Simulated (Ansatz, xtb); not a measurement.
**C4H5F3Ge: 3 structures ranked**

3 gas-phase structures of C4H5F3Ge, from a drawn sample of its isomers (lower ones may exist). Each was relaxed with GFN2-xTB:

A. `FC(F)(F)C#C[CH2][GeH3]`, a singlet
B. `FC(F)(F)CC#[C][GeH3]`, a singlet
C. `C#C[C@@H]([GeH3])C(F)(F)F`, a singlet

Problem. Which do you expect lowest at r2SCAN-D4/def2-SVP//GFN2-xTB, and how would the others follow?

Solution. Calculated order at r2SCAN-D4/def2-SVP//GFN2-xTB: B (0.0), A (8.5), C (9.5) kcal/mol. Less than 1 kcal/mol parts A and C, so the order within that pair means little.

Energies above the lowest of each column, in kcal/mol; the last columns are at r2SCAN-D4/def2-SVP geometries:

| structure | GFN2-xTB | HF/STO-3G | r2SCAN-D4/def2-SVP//GFN2-xTB | r2SCAN-D4/def2-SVP | CCSD(T)/def2-SVP + ΔMP2/def2-TZVPP |
| --- | --- | --- | --- | --- | --- |
| B | 0.0 | 0.0 | 0.0 | 0.0 | 0.0 |
| A | 5.3 | 13.7 | 8.5 | 8.8 | 11.1 |
| C | 0.5 | 18.6 | 9.5 | 7.9 | 8.3 |

Every level run on B puts it lowest or level with the lowest. CCSD(T)/def2-SVP + ΔMP2/def2-TZVPP orders those it was run on as B (0.0), C (8.3), A (11.1) kcal/mol. ΔMP2 is the change of the MP2 energy from the smaller to the larger basis.

Programs: Ansatz 0.2.0, xtb 6.7.1.

B, the alkynylgermane, is the clear minimum of the three, though GFN2-xTB leaves C only 0.5 kcal/mol above it. The preference probably reflects where the two substituents sit. Electropositive germanium gains from a bond to the more electronegative sp carbon, whose high s character makes that bond strong and polar, while the electron-withdrawing CF3 group is better placed on a saturated carbon than on the alkyne. A reverses both placements. C keeps CF3 on an sp3 carbon but gives up the Ge–C(sp) bond and has a terminal triple bond, usually less stable than an internal one.

These penalties nearly balance, so the order of A and C is sensitive to both geometry and electronic treatment. Relaxation with r2SCAN-D4 already brings C below A, and the coupled-cluster-based energies widen that gap, which favours C as the second isomer. The energies say nothing about how readily the isomers interconvert, since moving the germyl group or a hydrogen along the carbon chain may face a substantial barrier.
